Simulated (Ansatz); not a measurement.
## Cu: energy less free atoms and pressure against volume per atom

Results calculated with Ansatz 0.2.0, not measured. Periodic Kohn-Sham DFT of a crystal at fixed atoms; pressure and stress are positive in compression; the energy is the free energy less that of spherical unpolarised free atoms; site moments are those in the method's own spheres, positive along +z.

Cell of the first row (space group Fm-3m, No. 225):
```
CELL_PARAMETERS angstrom
0.00000 1.77060 1.77060
1.77060 0.00000 1.77060
1.77060 1.77060 0.00000
ATOMIC_POSITIONS crystal
Cu 0.00000 0.00000 0.00000
```

Settings of every row: method all-electron LAPW; functional PBEsol; relativity scalar; k mesh 19x19x19; filling fermi-dirac; smearing width 0.08 eV; basis error target 0.25 meV/atom; nucleus gaussian.

Atom start moment: 0 on all atoms.

| row | volume per atom (Å³) | energy less free atoms (eV/atom) | pressure (GPa) |
| --- | --- | --- | --- |
| 1 | 11.102 | -4.3391 | 3.26 |
| 2 | 11.108 | -4.3392 | 3.162 |
| 3 | 11.338 | -4.3411 | -0.425 |
| 4 | 11.456 | -4.3402 | -2.102 |
| 5 | 11.574 | -4.3381 | -3.676 |
| 6 | 11.81 | -4.3305 | -6.541 |
| 7 | 11.929 | -4.3252 | -7.843 |
| 8 | 12.047 | ? | ? |
| 9 | 12.165 | -4.3118 | -10.21 |
| 10 | 12.283 | -4.3039 | -11.284 |
| 11 | 12.519 | -4.2858 | -13.235 |

Question: what energy less free atoms and pressure should row 8 give?

Worked fit of energy less free atoms. Take u = (V_r/V)^(2/3) − 1 with V_r = 11.692 Å³ an atom, which is twice the finite (Eulerian) strain; such expansions in the strain, on which the Birch-Murnaghan equation of state is built, carry the rest volume and the bulk modulus. The shown rows have u = 0.03512, 0.03475, 0.02071, 0.01369, 0.00679, -0.00667, -0.01329, -0.02609, -0.03234, -0.04454. Least squares give energy less free atoms = −4.33482 − 0.5633 × u + 12.355 × u² + 6.5 × u³ eV/atom; a parabola predicts inner rows, each left out in turn, worse (root mean square 0.00011 against 3.1e-05 eV/atom). All shown rows lie on it to the printed digit. Its lowest point lies at u = 0.0224, or V = 11.31 Å³ an atom, and the curvature there gives the bulk modulus at fixed shape and fractions, B = (4/9)(1 + u)² E″(u)/V = 168 GPa. The withheld row has u = -0.01974, so the fit gives −4.33482 − 0.5633 × (-0.01974) + 12.355 × (-0.01974)² + 6.5 × (-0.01974)³ = -4.3189 eV/atom.

The calculation gave -4.319 eV/atom. The fit lies 0.0001 eV/atom (0.18 % of the column's range) above it, one unit of the last digit.

Worked fit of pressure. Take u = (V_r/V)^(2/3) − 1 with V_r = 11.692 Å³ an atom, which is twice the finite (Eulerian) strain; such expansions in the strain, on which the Birch-Murnaghan equation of state is built, carry the rest volume and the bulk modulus. The shown rows have u = 0.03512, 0.03475, 0.02071, 0.01369, 0.00679, -0.00667, -0.01329, -0.02609, -0.03234, -0.04454. Least squares give pressure = −5.1519 + 212.476 × u + 737.7 × u² + 938 × u³ GPa; a parabola predicts inner rows, each left out in turn, worse (root mean square 0.015 against 0.0033 GPa). The rows lie off it by -0.001, 0.000, 0.002, 0.000, -0.001, -0.004, 0.005, 0.000, 0.000, 0.000 (root mean square 0.0022 GPa). The pressure vanishes at u = 0.0224, or V = 11.31 Å³ an atom, and there the bulk modulus at fixed shape and fractions is B = −V dP/dV = (2/3)(1 + u) dP/du = 168 GPa. The withheld row has u = -0.01974, so the fit gives −5.1519 + 212.476 × (-0.01974) + 737.7 × (-0.01974)² + 938 × (-0.01974)³ = -9.066 GPa.

The calculation gave -9.064 GPa. The fit lies 0.002 GPa (0.012 % of the column's range) below it; its largest miss of a shown row is 0.005 GPa.
